## How a filled 4p shell senses unpaired 4d electrons

In the +4 ions from zirconium to iodine the 4p shell is full and lies 70 to 170 eV deep, at a mean radius near 1 bohr. It still responds to the spin of the valence shell. One unpaired 4d electron splits the two spin levels of 4p by about 0.8 eV, one unpaired 5s or 5p electron by little more than 0.1 eV. One step in Z deepens the level by about 6 eV while 4d fills and by 13 to 15 eV from Sb4+ to I4+. These scales come from spin-polarised, scalar-relativistic LDA, and with them the two hidden rows can be forecast.

Ions of charge +4 from Zr to I, computed with Quantum ESPRESSO ld1.x 7.5 using all-electron, scalar-relativistic, spin-polarised Kohn-Sham LDA (Slater exchange, Perdew-Zunger correlation), spherical densities and a point nucleus. Open shells are filled high-spin, with up as the majority spin. Eigenvalues are negative for bound levels.

| species | Z | electrons | configuration | eigenvalue (4p up) (eV) | eigenvalue (4p down) (eV) | mean radius (4p up) (bohr) | mean radius (4p down) (bohr) | ε(4p down) − ε(4p up) (eV) |
| --- | --- | --- | --- | --- | --- | --- | --- | --- |
| Zr4+ | 40 | 36 | [Ar] 3d10 4s2 4p6 | -72.926 | -72.926 | 1.3145 | 1.3145 | 0 |
| Nb4+ | 41 | 37 | [Kr] (4d up)1 | -79.222 | -78.472 | 1.2511 | 1.2493 | 0.7503 |
| Mo4+ | 42 | 38 | [Kr] (4d up)2 | -85.438 | -83.921 | 1.1938 | 1.1913 | 1.517 |
| Tc4+ | 43 | 39 | [Kr] (4d up)3 | ? | ? | ? | ? | ? |
| Ru4+ | 44 | 40 | [Kr] (4d up)4 | ? | ? | ? | ? | ? |
| Ag4+ | 47 | 43 | [Kr] (4d up)5 (4d down)2 | -115.17 | -112.78 | 0.97620 | 0.97637 | 2.389 |
| Cd4+ | 48 | 44 | [Kr] (4d up)5 (4d down)3 | -120.80 | -119.19 | 0.94282 | 0.94310 | 1.603 |
| In4+ | 49 | 45 | [Kr] (4d up)5 (4d down)4 | -126.42 | -125.62 | 0.91193 | 0.91212 | 0.8082 |
| Sb4+ | 51 | 47 | [Kr] 4d10 (5s up)1 | -144.57 | -144.43 | 0.85066 | 0.84973 | 0.1447 |
| Te4+ | 52 | 48 | [Kr] 4d10 5s2 | -157.55 | -157.55 | 0.81953 | 0.81953 | 0 |
| I4+ | 53 | 49 | [Kr] 4d10 5s2 (5p up)1 | -172.50 | -172.38 | 0.79082 | 0.79045 | 0.1149 |

Here ε is a Kohn-Sham eigenvalue, "up" is the majority spin, and the gap is ε(4p down) − ε(4p up). Let m be the number of unpaired 4d electrons: 3 for Tc4+ and 4 for Ru4+, high spin being imposed. An eigenvalue is not an ionisation energy: for Zr4+ the same calculation gives 80.8 eV for removing a 4p electron, against −ε = 72.9 eV.

### The gap

Where the density is n and the polarisation ζ = (n↑ − n↓)/n, local exchange gives each spin the potential v = −A(1 ± ζ)^(1/3), with A = (3n/π)^(1/3) in atomic units. Expanding,

v↓ − v↑ = A[(2/3)ζ + (10/81)ζ³ + …], (v↑ + v↓)/2 = −A[1 − ζ²/9 + …].

To first order the gap is the average of v↓ − v↑ over the 4p density; correlation reduces it and is likewise odd in ζ, though with another dependence on n. If ρ is the density of one 4d electron, ζ = mρ/n, so the exchange part of the gap goes as m times the average of ρ·n^(−2/3). The gap vanishes for closed shells, as in Zr4+ and Te4+, and it needs overlap. The 4d shell lies at 1.2 to 1.3 times the 4p radius, the 5s of Sb4+ and the 5p of I4+ at 2.3 and 2.6 times, and their gaps are 0.18 and 0.14 of that of In4+.

The numbers show near proportionality: gap/m rises only from 0.750 eV (Nb4+) to 0.808 eV (In4+), by 7.7 %, whichever spin of 4d is filling. Contraction alone would give more, since the inverse radius grows by 1.250/0.912 = 1.37. Theory supplies an opposing effect, because added 4d electrons raise n and dilute ζ. A crude count of the n = 4 electrons, 9 in Nb4+ and 17 in In4+, gives a factor (9/17)^(2/3) = 0.65 and a net ratio of 0.90. The two effects cancel roughly and leave a fall, where the table shows a rise. The count covers exchange alone. Correlation, which reduces the gap, grows more slowly with density than exchange does, so it takes a smaller share in compact In4+ than in Nb4+, and that works towards a rise. Its size is not derived here, so the drift is fitted. Least squares on gap/m for Nb, Mo, Ag, Cd and In gives

gap = m[0.780 + 0.0073(Z − 45)] eV,

good to 0.005 eV or better on those rows, the worst being Ag4+, which has the largest m among them and lies above the line. For Tc4+, outside the fit, Z − 45 = −2, so gap/m = 0.780 − 0.0146 = 0.7654 eV and the gap is 3 × 0.7654 = 2.296 eV. An added term in m², the analogue of ζ³, moves this to 2.302 eV.

In Nb4+ one unpaired electron splits 4s, 4p and 4d by 0.70, 0.75 and 0.81 eV but 3p by 0.10 eV, because in LDA every shell feels, by construction, the same local potential difference, averaged over its own density, and that difference is small in the dense region where 3p lies. The bare Hartree-Fock exchange of a 4p with a parallel 4d electron, (2/15)G¹ + (3/35)G³ from the Slater integrals of the Te4+ calculation, is 3.30 eV, four times the In4+ gap; that comparison uses a neighbour's orbitals without relaxation or correlation. The gap is a difference of Kohn-Sham eigenvalues and no multiplet splitting. The densities are spherical, and the 4p spin-orbit splitting, as recalled roughly one or two eV near Zr and ten near I, is absent.

### Level and radius

For a hydrogenic 4p orbital ⟨r⟩ = [3·4² − 1·2]/(2Z_eff) = 23/Z_eff bohr. Read this way, the spin-mean radius gives Z_eff = 17.50, 18.40, 19.29 for Zr, Nb, Mo, a rise of about 0.9 per step, and a rise of 0.83 per step from Ag to In. From Sb to Te the rise is 1.01 and from Te to I 1.03, so an n = 5 electron opposes the contraction less than a 4d electron does. A rise above one shows that these numbers only label the radius of a screened orbital and give no screening constants. The level shows the same contrast. In Te4+ the repulsion integral F⁰ with 4p is 27.5 eV for 4d and 16.2 eV for 5s; this frozen-orbital difference of 11 eV has the sign and order of the 7 eV by which the step grows, from −6.0 (Cd→In) to −13.0 eV (Sb→Te).

The ζ²/9 term pushes the spin-mean level up as m grows. Steps should then be smaller in size while spin builds up than while it is paired off, and they are: −5.83 eV for Nb→Mo, −6.02 eV for Ag→Cd. The two steps lie at different Z and relaxation of the 4d orbitals may contribute, so this agrees with the argument without proving it. The level was fitted by least squares on the six known rows from Zr to In as a quadratic in Z plus d·m², and 1/⟨r⟩ as a quadratic, each also with a cubic term. The cubic halves d, so these six rows do not fix its value. On Sb, Te and I, left out because they add n = 5 electrons, the level fit is too shallow by 7 to 23 eV.

### Forecasts

The ranges were set in advance, without sight of the withheld rows; those for gap, level and radius are centred roughly between the two model forms and are wider than the fitted bars. Each fitted value carries a bar, the larger of the spread between the two model forms and the worst leave-one-out error.

- Gap: Tc 2.28 to 2.32 eV, Ru 3.06 to 3.14 eV; Ru largest in the table, Tc just below Ag (same m). Fit: 2.296 ± 0.007 and 3.091 ± 0.016 eV.
- Spin-mean level: Tc −90.55 to −90.35 eV, Ru −96.32 to −95.92 eV; steps smaller in size than Nb→Mo. Fit: −90.39 ± 0.09 and −96.02 ± 0.17 eV.
- Spin-mean radius: Tc 1.139 to 1.143, Ru 1.091 to 1.097 bohr. Fit: 1.1411 and 1.0941, each ± 0.0009 bohr.
- Up radius minus down radius: positive, 0.0015 to 0.0030 bohr in both, not proportional to m; judged by eye from Nb (+0.0018) and Mo (+0.0025), differences of rounded radii that are good to 0.0001 bohr.
- Ru is the riskier row, as m = 4 lies outside the fitted range.

The withheld rows as computed:

| species | Z | electrons | configuration | eigenvalue (4p up) (eV) | eigenvalue (4p down) (eV) | mean radius (4p up) (bohr) | mean radius (4p down) (bohr) | ε(4p down) − ε(4p up) (eV) |
| --- | --- | --- | --- | --- | --- | --- | --- | --- |
| Tc4+ | 43 | 39 | [Kr] (4d up)3 | -91.605 | -89.297 | 1.1419 | 1.1395 | 2.309 |
| Ru4+ | 44 | 40 | [Kr] (4d up)4 | -97.747 | -94.620 | 1.0949 | 1.0928 | 3.127 |

### Hits and misses

Every computed value falls within its forecast range, both gaps in the upper third. The Ru gap is the largest in the table (the half-filled ion Rh4+, with m = 5, was not computed) and the Tc gap lies 0.080 eV below that of Ag. The fitted bars held for the radius (1.1407 and 1.0938 bohr) and, narrowly for Ru, for the level (−90.45 and −96.18 eV), where the cubic form came much closer. The steps shrink to −5.77 and −5.73 eV. The radius differences are +0.0024 and +0.0021 bohr. Ru was the worse row for gap and level, but not for the radius.

The fitted gaps missed. The computed 2.309 and 3.127 eV exceed the line by 0.013 and 0.036 eV, 1.8 and 2.2 times the bars. The direction is that of the ζ³ term, but the m² form recovers only about half of each miss. With a drift linear in Z, one coefficient cannot serve: Tc4+ and Ag4+ share m = 3, yet Tc lies 0.013 eV above the line and Ag, which helped to fix it, 0.005 eV. Theory suggests a reason. All 4d electrons of Tc4+ and Ru4+ have one spin, so ζ at given m is larger than in Ag4+, and the relative correction, (10/81)/(2/3)·ζ² ≈ 0.19ζ², with ζ crudely counted over the n = 4 electrons (4/12 in Ru, 3/11 in Tc, 3/15 in Ag), is about 2 per cent, 1.4 per cent and under 1 per cent. The line, fitted through Mo and Ag, has absorbed part of it, and the Ru miss, 0.036 eV in a computed gap of 3.127 eV, is about one per cent. On this reading, which is argued and not tested, both bars failed because the known rows held no fully polarised ion beyond m = 2, and neither leaving out a row nor comparing two forms fitted to the same rows can detect that.

The radius forecast succeeded without a theory. The majority 4p orbital is the larger one from Nb to Ru and in Sb4+ and I4+, as a pull towards spin density lying further out would make it. In Ag, Cd and In it is the smaller one, by 0.0002 to 0.0003 bohr, although the ratio of majority 4d to 4p radius has fallen only from 1.28 to 1.22. The reversal continues a trend that needs no minority 4d electrons: per unpaired electron the difference falls steadily from +0.0018 bohr (Nb) through +0.0008 (Tc) and +0.0005 (Ru) to −0.0002 (In). In the same runs the more diffuse minority 4d moves the mean radius of the spin density inward by less than one per cent, and ⟨1/r⟩ of the majority 4p stays the smaller one in Ag and Cd and is equal in In. What pulls is the potential difference, which goes as ρ·n^(−2/3), not the 4d density itself. Added 4d electrons of either spin raise n most, in proportion, in the outer region, so the maximum of that difference should move inward relative to 4p even while the radius ratio hardly changes. This suggests an orbital drawn towards that maximum from both sides, its inner part outward and its tail inward, the tail winning from Ag on. On the crude count the ζ³ term is large enough to cover the excess gap of Tc4+ and Ru4+. These rows do not separate what relaxation of the majority 4d orbital adds or removes; runs at the same 4d count with a small moment would.
